# Appendix: Rotational invariants of a Slater–Koster block and the second moment of a d band

The hopping matrix between a shell $l$ on one atom and a shell $l'$ on another has $(2l+1)(2l'+1)$ elements, which the tables of Slater and Koster (1954) list as polynomials in the direction cosines of the bond. All of them follow from $l_<+1$ bond integrals, $l_<=\min(l,l')$, and several functions of the block do not depend on the bond direction at all. These invariants are derived here and applied to the narrowing of the d band at a Ni(100) surface atom. Energies are in eV.

## A.1 Premises and conventions

Atom A lies at the origin and atom B at $d\,\mathbf n$, with $\mathbf n$ a unit vector from A to B.

**P1.** Each orbital is a radial function times a spherical harmonic, and each shell is complete, with one radial function for its $2l+1$ members.

**P2.** Two-centre approximation: the operator $h_{\mathbf n}$ that couples the shells is real and spin-independent, is invariant under rotations about the bond and under reflections in planes containing it, and turns rigidly with the bond. The kinetic energy plus spherical potentials on A and B is such an operator.

**P3.** The harmonics on both atoms refer to parallel Cartesian axes.

**P4.** For the moments of the density of states only, the orbitals are orthonormal.

Complex harmonics $Y_{lm}$ carry the Condon–Shortley phase, $Y_{lm}^*=(-1)^mY_{l,-m}$. The real harmonics are $Y_{l0}$ and, for $\mu=1,\dots,l$,

$$y^c_{l\mu}=\frac{(-1)^\mu Y_{l\mu}+Y_{l,-\mu}}{\sqrt2},\qquad y^s_{l\mu}=\frac{(-1)^\mu Y_{l\mu}-Y_{l,-\mu}}{i\sqrt2},\tag{1}$$

which gives $x,y,z$ and $xy,\ yz,\ zx,\ x^2-y^2,\ 3z^2-r^2$ with positive signs. With $T_{\mathbf a}$ the translation by $\mathbf a$, the block is

$$E_{ab}(\mathbf n)=\langle\phi^A_{la}|\,h_{\mathbf n}T_{d\mathbf n}\,|\phi^B_{l'b}\rangle .\tag{2}$$

The labels $\sigma,\pi,\delta,\dots$ stand for $\mu=0,1,2,\dots$, and the multiplicity is $g_\mu=2-\delta_{\mu0}$.

## A.2 The bond frame

Let $\mathbf n=\hat{\mathbf z}$ and call $\Lambda_{mm'}$ the block between complex harmonics.

*Axial symmetry.* A rotation by $\alpha$ about $z$ commutes with $h_{\hat z}$ (P2) and with $T_{d\hat z}$, and multiplies $Y_{lm}$ by $e^{-im\alpha}$. Inserting it gives $\Lambda_{mm'}=e^{i(m-m')\alpha}\Lambda_{mm'}$ for every $\alpha$. Hence $\Lambda_{mm'}=0$ unless $m=m'$, which requires $|m|\le l_<$.

*Mirror symmetry.* The reflection $y\to-y$ also commutes with both operators. It sends $\varphi\to-\varphi$, so $Y_{lm}\to Y_{lm}^*=(-1)^mY_{l,-m}$. The two factors $(-1)^m$ from bra and ket cancel, and $\Lambda_{mm}=\Lambda_{-m,-m}$.

*Reality.* Since $h$ is real, conjugating the integral conjugates only the harmonics: $\Lambda_{mm}^*=\Lambda_{-m,-m}=\Lambda_{mm}$. The common real value defines the bond integral $V_\mu(d)\equiv(ll'\mu)$, $\mu=|m|$.

*Real basis.* On the pair $m=\pm\mu$ the block is $V_\mu$ times the $2\times2$ unit matrix. The transformation (1) is the same unitary matrix for $l$ and $l'$, so it leaves this multiple of the unit matrix unchanged. In the real basis $\Lambda$ is a rectangular matrix whose only non-zero entries join like functions ($c\mu$ with $c\mu$, $s\mu$ with $s\mu$): $V_\sigma$ once and each of $V_\pi,V_\delta,\dots,V_{l_<}$ twice.

## A.3 Arbitrary direction

A rotation $R$ acts on functions as $(Rf)(\mathbf r)=f(R^{-1}\mathbf r)$. By P1 it mixes a shell only with itself, $R\,\phi_{la}=\sum_c\phi_{lc}D^l_{ca}(R)$. The matrix $D^l$ is real because the basis is real and unitary because $R$ preserves norms, so $D^l(R^{-1})=D^l(R)^{\mathsf T}$.

Choose $R$ with $R\hat{\mathbf z}=\mathbf n$. Then $h_{\mathbf n}=Rh_{\hat z}R^{-1}$ by P2 and $T_{d\mathbf n}=RT_{d\hat z}R^{-1}$. Substituting in (2), with the same $R^{-1}$ acting on both shells by P3,

$$E_{ab}=\langle R^{-1}\phi_{la}|h_{\hat z}T_{d\hat z}|R^{-1}\phi_{l'b}\rangle=\sum_{c,e}D^l_{ca}(R^{-1})\,\Lambda_{ce}\,D^{l'}_{eb}(R^{-1}),$$

$$E(\mathbf n)=D^l(R)\,\Lambda\,D^{l'}(R)^{\mathsf T}.\tag{3}$$

$R$ is fixed only up to a prior rotation or reflection that keeps $z$ in place, and by A.2 these leave $\Lambda$ unchanged, so (3) is unambiguous and holds for improper $R$ too. Following $R$ by the inversion, for which $D^l=(-1)^l$, gives $E(-\mathbf n)=(-1)^{l+l'}E(\mathbf n)$.

## A.4 The invariants

**Singular values.** Write $\Lambda=|\Lambda|\,s$, where $|\Lambda|$ holds the moduli and $s$ is a diagonal matrix of signs $\pm1$ of dimension $2l'+1$. Then $E=D^l\,|\Lambda|\,(D^{l'}s)^{\mathsf T}$. Both outer factors are orthogonal and the middle one is non-negative and diagonal up to the ordering of rows and columns. This is a singular-value decomposition. The $2l_<+1$ singular values of the block are therefore $|V_\sigma|$ once and $|V_\pi|,|V_\delta|,\dots,|V_{l_<}|$ twice each, in every direction.

**Projector form.** Let $\Pi_\mu$ be the diagonal matrix that selects the $g_\mu$ functions of given $\mu$ in shell $l$, and $P_\mu(\mathbf n)=D^l\,\Pi_\mu\,D^{l\,\mathsf T}$ the projector on angular momentum $\pm\mu$ about the bond. These obey $P_\mu P_\nu=\delta_{\mu\nu}P_\mu$, $\operatorname{tr}P_\mu=g_\mu$ and $\sum_{\mu=0}^lP_\mu=1$. As $\Lambda\Lambda^{\mathsf T}=\sum_{\mu\le l_<}V_\mu^2\Pi_\mu$,

$$EE^{\mathsf T}=\sum_{\mu=0}^{l_<}V_\mu^2\,P_\mu(\mathbf n).\tag{4}$$

If $l>l'$, the $2(l-l')$ combinations with $\mu>l'$ do not couple across this bond.

**Sum of squares.** The trace of the $k$-th power of (4) is $\sum_\mu g_\mu V_\mu^{2k}$. For $k=1$,

$$S_{ll'}\equiv\sum_{a,b}|E_{ab}|^2=V_\sigma^2+2V_\pi^2+2V_\delta^2+\dots,\tag{5}$$

the sum ending at $\mu=l_<$. The singular values and (5) survive any separate unitary change of basis on either atom. They hold for complex harmonics and do not need P3.

**Equal angular momenta.** For $l=l'$, (3) is an orthogonal similarity transformation of a diagonal matrix:

$$E(\mathbf n)=\sum_{\mu=0}^lV_\mu P_\mu(\mathbf n).\tag{6}$$

The block is symmetric, even between unlike atoms, and its eigenvalues are the bond integrals with their signs. Thus

$$\operatorname{tr}E=V_\sigma+2V_\pi+2V_\delta+\dots,\qquad\det E=V_\sigma V_\pi^2V_\delta^2\cdots.\tag{7}$$

Here P3 is needed. If the axes on B are turned by $Q$, then $E\to E\,D^l(Q)$, which keeps the singular values but not the trace. For a pp block with the axes on B turned by $180^\circ$ about the bond the trace becomes $V_\sigma-2V_\pi$.

**Directional average.** The average of $P_\mu(\mathbf n)$ over the sphere commutes with every $D^l(R)$, so by Schur's lemma it is a multiple of the unit matrix, fixed by the trace as $g_\mu/(2l+1)$. Each diagonal element of $EE^{\mathsf T}$ thus averages to $S_{ll'}/(2l+1)$, and for $l=l'$ each diagonal element of $E$ averages to $\operatorname{tr}E/(2l+1)$.

## A.5 Closed forms for p and d shells

For the p shell $D^1=R$, so $P_\sigma=\mathbf n\mathbf n^{\mathsf T}$ and $P_\pi=1-\mathbf n\mathbf n^{\mathsf T}$.

A real d function has the angular form $\hat{\mathbf r}^{\mathsf T}Q\,\hat{\mathbf r}$ with $Q$ symmetric and traceless. From $\langle\hat r_i\hat r_j\hat r_k\hat r_l\rangle=(\delta_{ij}\delta_{kl}+\delta_{ik}\delta_{jl}+\delta_{il}\delta_{jk})/15$, the spherical average of the product of two such functions is $\tfrac2{15}\operatorname{tr}(QQ')$, so $\operatorname{tr}(QQ')$ serves as the scalar product. The normalised basis is $Q_{xy}=(\hat{\mathbf x}\hat{\mathbf y}^{\mathsf T}+\hat{\mathbf y}\hat{\mathbf x}^{\mathsf T})/\sqrt2$ and its two cyclic partners, $Q_{x^2-y^2}=\operatorname{diag}(1,-1,0)/\sqrt2$ and $Q_{3z^2-r^2}=\operatorname{diag}(-1,-1,2)/\sqrt6$.

With $\mathbf u,\mathbf v,\mathbf n$ orthonormal, the $\sigma$ function about the bond is $\sqrt{3/2}\,(\mathbf n\mathbf n^{\mathsf T}-\tfrac13)$, and its overlap with $Q_a$ is $\sqrt{3/2}\,q_a$, where $q_a=\mathbf n^{\mathsf T}Q_a\mathbf n$. The $\pi$ functions are $(\mathbf n\mathbf u^{\mathsf T}+\mathbf u\mathbf n^{\mathsf T})/\sqrt2$ and the same with $\mathbf v$, with overlaps $\sqrt2\,\mathbf u\cdot\mathbf g_a$ and $\sqrt2\,\mathbf v\cdot\mathbf g_a$, where $\mathbf g_a=Q_a\mathbf n$. Using $\mathbf u\mathbf u^{\mathsf T}+\mathbf v\mathbf v^{\mathsf T}=1-\mathbf n\mathbf n^{\mathsf T}$,

$$(P_\sigma)_{ab}=\tfrac32q_aq_b,\qquad(P_\pi)_{ab}=2(\mathbf g_a\cdot\mathbf g_b-q_aq_b),\qquad P_\delta=1-P_\sigma-P_\pi .\tag{8}$$

For $a=b=xy$, $q=\sqrt2\,n_xn_y$ and $|\mathbf g|^2=(n_x^2+n_y^2)/2$, so (6) gives

$$E_{xy,xy}=3n_x^2n_y^2\,dd\sigma+(n_x^2+n_y^2-4n_x^2n_y^2)\,dd\pi+(n_z^2+n_x^2n_y^2)\,dd\delta ,$$

the familiar table entry. The same overlaps give the pd block, $E_{ia}=\sqrt{3/2}\,n_iq_a\,pd\sigma+\sqrt2\,(g_{a,i}-n_iq_a)\,pd\pi$, with singular values $|pd\sigma|,|pd\pi|,|pd\pi|$.

## A.6 Second moment of the local d band

Let $H|\kappa\rangle=\epsilon_\kappa|\kappa\rangle$ in the orthonormal basis $|ia\rangle$ (P4). The density of states projected on orbital $a$ of atom $i$ is $n_{ia}(\epsilon)=\sum_\kappa|\langle ia|\kappa\rangle|^2\delta(\epsilon-\epsilon_\kappa)$, normalised to one. Integrating and using the completeness of the eigenstates gives the moment theorem associated with Cyrot-Lackmann,

$$\int(\epsilon-\epsilon_0)^p\,n_{ia}(\epsilon)\,d\epsilon=\langle ia|(H-\epsilon_0)^p|ia\rangle .\tag{9}$$

Let $h_i$ be the $5\times5$ on-site d block. For $p=1$ the centre of the shell-averaged density is $\bar\epsilon_i=\operatorname{tr}h_i/5$. For $p=2$ and $\epsilon_0=\bar\epsilon_i$, insert the complete basis between the two factors. Intermediate d states on atom $i$ give $[(h_i-\bar\epsilon_i)^2]_{aa}$, and a shell $l'$ on a neighbour $j$ gives $[EE^{\mathsf T}]_{aa}$. On-site coupling between d and other shells is left out. With (4),

$$\mu_{2,ia}=[(h_i-\bar\epsilon_i)^2]_{aa}+\sum_{j\ne i}\sum_{l'}\sum_\mu V_{2l'\mu}^2(d_{ij})\,[P_\mu(\mathbf n_{ij})]_{aa}.\tag{10}$$

Averaging over the five orbitals replaces $[P_\mu]_{aa}$ by $g_\mu/5$, and all angles drop out:

$$\bar\mu_{2,i}=\tfrac15\operatorname{tr}(h_i-\bar\epsilon_i)^2+\tfrac15\sum_{j\ne i}\sum_{l'}S_{2l'}(d_{ij}).\tag{11}$$

For a basis of d orbitals only, degenerate on-site levels and $z$ neighbours at one distance,

$$\bar\mu_2=\frac z5\left(dd\sigma^2+2\,dd\pi^2+2\,dd\delta^2\right).\tag{12}$$

This is the variance per orbital about the atom's own d level. The levels of the neighbours do not enter (11), so a rigid shift of the surface d level relative to the bulk leaves it unchanged. Friedel's rectangular band of width $W$ has variance $\int_{-W/2}^{W/2}\epsilon^2d\epsilon/W=W^2/12$, which defines the equivalent width $W=\sqrt{12\bar\mu_2}$. If the bond integrals are the same at the surface (s) as in the bulk (b),

$$W_s/W_b=\sqrt{z_s/z_b},\tag{13}$$

whatever their values and ratios.

The trace has a counterpart in a crystal with one atom per cell. There $H(\mathbf k)=\epsilon_d+\sum_je^{i\mathbf k\cdot\mathbf d_j}E(\mathbf n_j)$, so the mean of the five bands at $\mathbf k$ is $\epsilon_d+\tfrac15\sum_je^{i\mathbf k\cdot\mathbf d_j}(dd\sigma+2dd\pi+2dd\delta)_j$. For the ratios $-6:4:-1$ of Andersen's canonical d bands the bracket vanishes and the mean is $\epsilon_d$ at every $\mathbf k$.

## A.7 Range of validity

Equations (3) to (8) are exact under P1 to P3 at any distance and for any radial functions. They hold equally for the overlap matrix. The limits are these.

1. Three-centre terms lower the symmetry of the bond to that of its environment. The $\pi$ and $\delta$ pairs may then split, and elements with $m\ne m'$ appear. An environment-dependent scalar rescaling of the $V_\mu$ preserves A.4 but not (13).
2. In a non-orthogonal basis with overlap matrix $O$, (9) involves $O^{-1}H$ or $O^{-1/2}HO^{-1/2}$. Symmetric orthogonalisation keeps the point symmetry of each site, but the resulting hoppings depend on the environment and reach further.
3. Only the shell average is isotropic. The moments (10) of single orbitals depend on the bond directions.
4. Higher moments are not fixed by the invariants of single bonds, since they contain products of blocks of different bonds. For example $\operatorname{tr}[P_\sigma(\mathbf n)P_\sigma(\mathbf n')]=[\tfrac12(3\cos^2\theta-1)]^2$ for d shells, with $\theta$ the angle between the bonds. Band shape, band edges and surface states lie beyond (12).
5. Further shells add to the sum in (11). With the assumed canonical scaling $V\propto d^{-5}$, $z$ becomes $z^{\rm eff}=\sum_j(d_1/d_j)^{10}$, with $d_1$ the shortest distance. This matters for a bcc metal such as tungsten, used for contacts in integrated circuits. The second shell has the weight $(3/4)^5=0.237$. A bulk atom has 8 first and 6 second neighbours and a (100) surface atom 4 and 5, so $z^{\rm eff}$ falls from 9.42 to 5.19. The model's width ratio is 0.742, against 0.707 from first neighbours alone.

## A.8 Illustration: the Ni(100) surface atom

Take cubic axes with the surface normal along $z$. A bulk fcc atom has 12 neighbours along $\langle110\rangle$: four each in the $xy$, $zx$ and $yz$ planes. The unrelaxed surface atom keeps the four in its own layer and the four below, two in the $zx$ and two in the $yz$ plane, so $z_s=8$.

The bond integrals are assumed: canonical ratios $(dd\sigma,dd\pi,dd\delta)=(-6,4,-1)\beta$ with $\beta=0.09$ eV, that is $-0.54$, $0.36$ and $-0.09$ eV. The scale $\beta$ is chosen to reproduce a bulk d-band width of about 4 eV, typical of band calculations for Ni, so the bulk width below is an input in disguise and no test. Then $S_{22}=(36+32+2)\beta^2=70\beta^2=0.567$ eV².

Equation (12) gives $\bar\mu_2=168\beta^2=1.36$ eV² in the bulk and $112\beta^2=0.91$ eV² at the surface, a loss of 0.45 eV². The root-mean-square widths are 1.17 and 0.95 eV, the equivalent widths $W_b=4.04$ eV and $W_s=3.30$ eV, and the ratio is $\sqrt{2/3}=0.816$.

The single-orbital moments follow from (8) and (10). For $xy$ and a bond along [110], $q^2=|\mathbf g|^2=\tfrac12$, so the $\sigma,\pi,\delta$ weights are $\tfrac34,0,\tfrac14$ and the contribution is $(\tfrac34\cdot36+\tfrac14)\beta^2=27.25\beta^2$. The table lists all cases in units of $\beta^2$, as exact values of the model. A [011] bond follows from [101] by exchanging $x$ and $y$.

| orbital | one [110] bond | one [101] bond | bulk | surface | width ratio |
|---|---|---|---|---|---|
| $xy$ | 27.25 | 8.5 | 177 | 143 | 0.899 |
| $yz$ | 8.5 | 8.5 | 177 | 105.5 | 0.772 |
| $zx$ | 8.5 | 27.25 | 177 | 105.5 | 0.772 |
| $x^2-y^2$ | 16 | 11.3125 | 154.5 | 109.25 | 0.841 |
| $3z^2-r^2$ | 9.75 | 14.4375 | 154.5 | 96.75 | 0.791 |
| mean | 14 | 14 | 168 | 112 | 0.816 |

Every bond contributes the same mean, as (5) demands, while the narrowing ranges from 10 % for $xy$, which keeps its four $\sigma$-dominated bonds, to 23 % for $yz$ and $zx$, which lose half of theirs. Unlike the mean, these entries depend on the assumed ratios.

The neglected terms have the following sizes.

- *Second neighbours.* Their weight is $2^{-5}$, with 6 in the bulk and 5 at the surface, which moves the ratio to 0.818.
- *Relaxation.* A relative change $\eta$ of the first interlayer spacing multiplies the squared length of the four bonds to the second layer by $[1+(1+\eta)^2]/2$ and their $S_{22}$ by $\{[1+(1+\eta)^2]/2\}^{-5}\approx1-5\eta$. The change of bond angle has no effect on the mean. An assumed contraction of 2 % gives the factor 1.105, $z_s^{\rm eff}=8.42$ and the ratio 0.838.
- *Exchange.* A splitting $\Delta$ leaves the variance of each spin band about its own centre unchanged and adds $(\Delta/2)^2$ to that of the spin-summed density. With $\Delta=Im$, the compiled bulk spin moment $m=0.57\,\mu_B$ (Ekholm 2018) and a typical Stoner parameter $I\approx1.0$ eV per $\mu_B$, the term is 0.081 eV², or 18 % of the loss. The same $\Delta$ on both atoms would give the ratio 0.828, and a larger surface moment would raise it further.
- *On-site splitting.* An assumed root-mean-square spread of 0.2 eV among the surface d levels adds 0.04 eV², 9 % of the loss.
- *Spin–orbit coupling.* The term $\xi\,\mathbf L\cdot\mathbf S$ has eigenvalues $\xi$ (six times) and $-3\xi/2$ (four times) and adds $3\xi^2/2$ on both atoms. A typical $\xi\approx0.08$ eV gives 0.0096 eV², 2 % of the loss.
- *Hybridisation.* An s shell adds $z\,sd\sigma^2/5$ to (11). A typical $|sd\sigma|\approx0.6$ eV gives 0.86 eV² in the bulk and 0.58 eV² at the surface, which rivals the dd term. A p shell adds $z(pd\sigma^2+2pd\pi^2)/5$ in the same way. Part of this variance comes from small d weight spread over the wide sp band, so the full d-projected moment overstates the width of the visible d peak. For first neighbours these terms are proportional to $z$ and leave (13) intact. Longer-ranged sp–d hopping to the second shell, where the surface atom loses only one neighbour in six, moves the ratio towards one.

The model's result is a narrowing of the mean d band from 4.0 to 3.3 eV, or 18 %. The absolute widths carry the chosen $\beta$, and the ratio depends on coordination alone. All corrections estimated above either leave the ratio unchanged or raise it, the largest by 0.02, so two figures, $W_s/W_b\approx0.82$ for the unrelaxed surface, are what the approximation supports.